Q: I have a full CI list of the lowest Si2 states in a small basis at one bond length. It has six rows, and two of them carry the same label, Ag. How many states is that, and which are they?

Lowest four singlet and two triplet states of Si2 at a bond length of 2.29 Å (PBE0/def2-TZVP geometry), computed with Ansatz 0.2.0 by full CI in the 6-31G basis with frozen cores. Irreps are those of D2h, with z along the bond.

```
row  state multiplicity  state irrep  energy above the lowest state (eV)
  1                   1           Ag                               0.638
  2                   1          B3u                               0.683
  3                   1          B2u                               0.684
  4                   1           Ag                               0.812
  5                   3          B3u                               0.000
  6                   3          B2u                               0.001
```

A: The state multiplicity is 2S+1; the run's reference is a closed-shell singlet, although the lowest state is a triplet. The irreps belong to D2h, the subgroup in which the linear molecule is treated, with z along the bond. A Πu state gives B3u and B2u components, a Σg⁺ state is Ag, a Σg⁻ state is B1g, and a Δg state gives one Ag and one B1g component. Rows 5 and 6 are therefore one state, ³Πu, and rows 2 and 3 are its singlet partner ¹Πu. The same runs give S² = 2 for the triplet rows and zero for the singlet rows, so the spins are clean. The 1 meV within each pair is an artefact, since exact Π components are degenerate; a core frozen from a determinant that fills only one π component is a likely but untested cause. That leaves four states, with rows 1 and 4 to be identified.

Q: What fixes the gap between the two Π states?

A: Four of the eight valence electrons fill the bonding and antibonding 3s orbitals. The other four are shared between the 3p σ orbital, called σ here, and the bonding pair πx, πy. A Πu state has σ¹π³, which leaves two unpaired electrons, one in σ and one in π. Parallel spins gain the exchange integral K between these orbitals and antiparallel spins lose it:

E(¹Πu) − E(³Πu) = 2K = 0.683 eV, so K = 0.342 eV

This K is read from correlated energies, so it is an effective value and not a bare integral.

Q: The closed-shell reference of the run has σ²π². Then rows 1 and 4 should be the two singlets of π², ¹Δg and ¹Σg⁺, in Hund's order, as in O2. Is it that simple?

A: That is the tempting reading, and its prediction is sharp. Let J and K′ be the Coulomb and exchange integrals between πx and πy; cylindrical symmetry makes the repulsion of two electrons in the same π orbital J + 2K′. The triplet has one electron in each orbital, while the Ag singlets are the difference and the sum of the closed shells πx² and πy², which are coupled by K′:

E(³Σg⁻) = J − K′,  E(¹Δg) = J + K′,  E(¹Σg⁺) = J + 3K′

With row 1 as Δ and row 4 as Σ⁺, the spacing 2K′ would be 0.812 − 0.638 = 0.174 eV, a quarter of the Π gap. In a free atom the exchange between any two p orbitals is the same integral, so K and K′ should be of like size as long as the σ orbital is mostly 3p. Half of the atomic ³P–¹D gap of silicon, roughly 0.8 eV as recalled, suggests 2K′ near 0.4 eV for orbitals spread over two atoms. This makes the reading doubtful but does not yet refute it.

Q: What could refute it?

A: A count of π electrons. The calculation gives sixteen natural occupations averaged with equal weight over the six rows. Eight of them come in near-equal pairs, and the basis has exactly eight valence orbitals of π type, so I take the pairs as π; that is an inference from the pairing. Their sum is 2.99 electrons per row. An average describes no single row, but it is linear: if each Π component holds three π electrons, the two Ag rows hold

6 × 2.99 − 4 × 3 = 5.94

Q: And the limiting cases?

A: Two π² states would hold four, and one π² state with one π⁴ state would hold six. Per row, the pure Hund pair predicts 16/6 = 2.67, which is 0.32 below the value found. The bonding π pair alone holds 2.74, above that limit, although correlation normally drains it into the antibonding pair. So the numbers reject the pure π² pair and show that the configuration σ⁰π⁴ has about a full state's weight in rows 1 and 4 together. At this bond length and in this basis, moving the σ pair into π costs little.

Q: The π⁴ shell is closed and gives ¹Σg⁺. Could both rows be Σ⁺, two mixtures of π² and π⁴?

A: The count allows it, since two mixtures of the same two configurations hold six π electrons whatever the mixing. The trouble is level repulsion. The π² Σ⁺ function is the sum of σ²πx² and σ²πy² divided by √2, and each term reaches π⁴ by moving the σ pair into the empty π orbital, with matrix element K. The two terms add:

V = 2K/√2 = √2·K = 0.483 eV

Two levels coupled by V stay at least 2V apart even where the unmixed configurations cross. That least gap is 0.97 eV, 5.6 times the gap between rows 1 and 4, and halving V to allow for screening still leaves 0.48 eV. There is also an objection free of V. The upper mixed level lies above the unmixed π² Σ⁺, which lies 2K′ above ¹Δg, so ¹Δg would fall below row 4 and claim an Ag place unless the solver skipped it. This reading fails on argued grounds, with the table supplying the gap.

Q: So one row is Δ and the other is a Σ⁺ rich in π⁴. Why may these two lie close together?

A: In the linear molecule Δ and Σ do not mix, so nothing pushes them apart, and 0.174 eV is simply where two configurations happen to fall. The Δ state stays π², because the pair-transfer terms from πx² and πy² cancel in the difference. The Σ⁺ state is the lower root of the two-level problem. Let Eb = E(Δ) + 2K′ be the unmixed π² Σ⁺ level, E the observed Σ⁺ energy and w the π² weight. The secular equation gives the ratio of the π² to the π⁴ coefficient as −V/(Eb − E), so

w/(1 − w) = V²/(Eb − E)²

π electrons per row = (12 + 2 + 4 − 2w)/6

In the limit of a distant Eb the state is pure π⁴ and the count is three. As Eb approaches E the state becomes π² and the count falls to the Hund value.

Q: Work one case for me.

A: Take row 4 as Δ, row 1 as Σ⁺, and 2K′ equal to the Π gap:

Eb = 0.812 + 0.683 = 1.495 eV,  Eb − E = 1.495 − 0.638 = 0.857 eV

w/(1 − w) = (0.483/0.857)² = 0.32,  w = 0.24

π electrons per row = (18 − 0.48)/6 = 2.92

Nothing is fitted, though the value of 2K′ is assumed: K comes from the Π rows, the energies of rows 1 and 4 enter as inputs, and the occupation sets no number in the model. It is a check of consistency and not a fully independent test, since the same count already pointed to a state rich in π⁴. The model falls 0.07 electron short of the 2.99 found, against 0.32 for the pure Hund pair. The output printed below repeats this for both orders, with 2K′ at 0.4 eV or the Π gap and V whole or halved.

Q: Does the order come out?

A: It is favoured, not decided. With row 4 as Δ the model is short by 0.01 to 0.13 electron per row, and with row 1 as Δ by 0.05 to 0.26. Setting for setting the first order does better, because a Σ⁺ below Δ is farther from Eb and so purer in π⁴, but the two ranges overlap. The list of roots points the same way. A Δ at row 1 would put its B1g component among the four lowest singlet places, which could hold the listed irreps only if a root was skipped, whereas a Δ at row 4 has its partner tied for the last place.

Q: The model undercounts in all eight cases. Should that worry me?

A: It limits how well w is known. The two 3s orbitals have lost 0.125 electron per row, of which 0.063 does not reappear in the higher σ orbitals and sits in the 3p σ or in π. If none of it went to π, the count asks for w = 0.03. If all of it did, the Ag rows hold 5.94 − 6 × 0.063 = 5.56 by configuration, and w = (6 − 5.56)/2 = 0.22, close to the worked case. That such leakage explains the shortfall is a guess, because the average cannot tell which orbitals fed the π space.

Q: Is ³Πu then the ground state of Si2?

A: Row 5 is the lowest state of this list and no more. The established ground state is ³Σg⁻ from σ²π², with ³Πu slightly above it, and here the two triplet places are both taken by ³Πu components. The exchange ladder puts ³Σg⁻ at E(Δ) − 2K′. With row 4 as Δ that is 0.13 to 0.41 eV above ³Πu, and with row 1 as Δ it runs from 0.24 eV above to 0.045 eV below. The favoured order thus suggests that ³Πu really lies lower in this calculation, but the estimate rests on an assumed K′, and a skipped root remains possible. Whether the small basis is the cause would take a run in a larger one.

Q: How can full CI get an order wrong?

A: It is exact only within the basis and the frozen core. Without d functions on silicon the π orbitals cannot polarise towards the bond and angular correlation is poorly described, and configurations with different numbers of σ and π electrons need not lose the same energy. Gaps within one configuration, such as the Π gap, should suffer less than gaps between configurations, such as row 1 against row 5 or row 2, the latter only 0.045 eV. All gaps are vertical, at one geometry taken from a density functional, and spin-orbit coupling is left out.

Q: What would change at another bond length, and what should I keep in mind when I compute Si2 myself?

A: Standard bonding theory argues that sideways π overlap gains more than σ overlap as the bond shortens, though one geometry cannot test this. Shortening should then lower π⁴ against π³ and π³ against π², making the Σ⁺ state purer π⁴, while stretching should restore the Hund ladder of σ²π². The count of π electrons in a configuration is thus the guide to how its state moves. For your own calculation, note that the lowest state listed is an open-shell triplet and that three configurations lie within an electronvolt. A single closed-shell determinant is therefore a poor starting point for Si2, and it pays to ask for several roots in every irrep, B1g included.

Printed output of the fit:

```
table rounding: 0.0005 eV per entry
B2u minus B3u, total energies: singlet 1.4 meV, triplet 1.2 meV
Pi singlet-triplet gap 2K(sigma,pi) = 0.683 eV, K = 0.342 eV, V = sqrt2*K = 0.483 eV
Ag gap = 0.174 eV; singlet Pi minus lower Ag = 0.045 eV
occupations: sum 8.000; 8 paired (pi), 8 single (sigma)
pi electrons per state 2.990 (first pair 2.743, second pair 0.230)
3p sigma 1.074; loss from two 3s orbitals 0.125; higher sigma 0.062
3s loss not found in higher sigma: 0.063 e per state
pi electrons in the two Ag states, 3 per Pi component: 5.94
  shift if each Pi component holds 0.05 more: -0.20
A: pure pi2 pair, row 1 Delta, row 4 Sigma+
  2K(pi,pi) = 0.174 eV = 0.25 of Pi gap; 3Sigma- at 0.464 eV
  pi per state 2.667, found minus model +0.323; 3p sigma 1.333, -0.260
B: two mixed Sigma+ (pi2 and pi4)
  pi per state 3.000, found minus model -0.010; 3p sigma 1.000, +0.074
  least gap 2V = 0.966 eV = 5.6 times the Ag gap; halved V gives 0.483 eV
  largest coupling the Ag gap allows 0.087 eV = 0.18 of V
C: one Delta (pi2) and one mixed Sigma+
  pi2 weight of Sigma+ that the count alone asks for: 0.03
 row 4 Delta, 2K(pi,pi) 0.400 eV: 3Sigma- at +0.412, unmixed pi2 Sigma+ at 1.212 eV
   V 0.483 eV: pi2 weight 0.41, pi per state 2.862, found minus model +0.128
   V 0.241 eV: pi2 weight 0.15, pi per state 2.950, found minus model +0.040
 row 4 Delta, 2K(pi,pi) 0.683 eV: 3Sigma- at +0.129, unmixed pi2 Sigma+ at 1.495 eV
   V 0.483 eV: pi2 weight 0.24, pi per state 2.920, found minus model +0.070
   V 0.241 eV: pi2 weight 0.07, pi per state 2.975, found minus model +0.014
 row 1 Delta, 2K(pi,pi) 0.400 eV: 3Sigma- at +0.238, unmixed pi2 Sigma+ at 1.038 eV
   V 0.483 eV: pi2 weight 0.82, pi per state 2.727, found minus model +0.263
   V 0.241 eV: pi2 weight 0.53, pi per state 2.822, found minus model +0.167
 row 1 Delta, 2K(pi,pi) 0.683 eV: 3Sigma- at -0.045, unmixed pi2 Sigma+ at 1.321 eV
   V 0.483 eV: pi2 weight 0.47, pi per state 2.842, found minus model +0.148
   V 0.241 eV: pi2 weight 0.18, pi per state 2.939, found minus model +0.051
  row 4 Delta: misfit from +0.014 to +0.128 e per state
  row 1 Delta: misfit from +0.051 to +0.263 e per state
3Sigma- stays above 3Pi if 2K(pi,pi) < 0.812 eV (row 4 Delta) or < 0.638 eV (row 1 Delta)
```
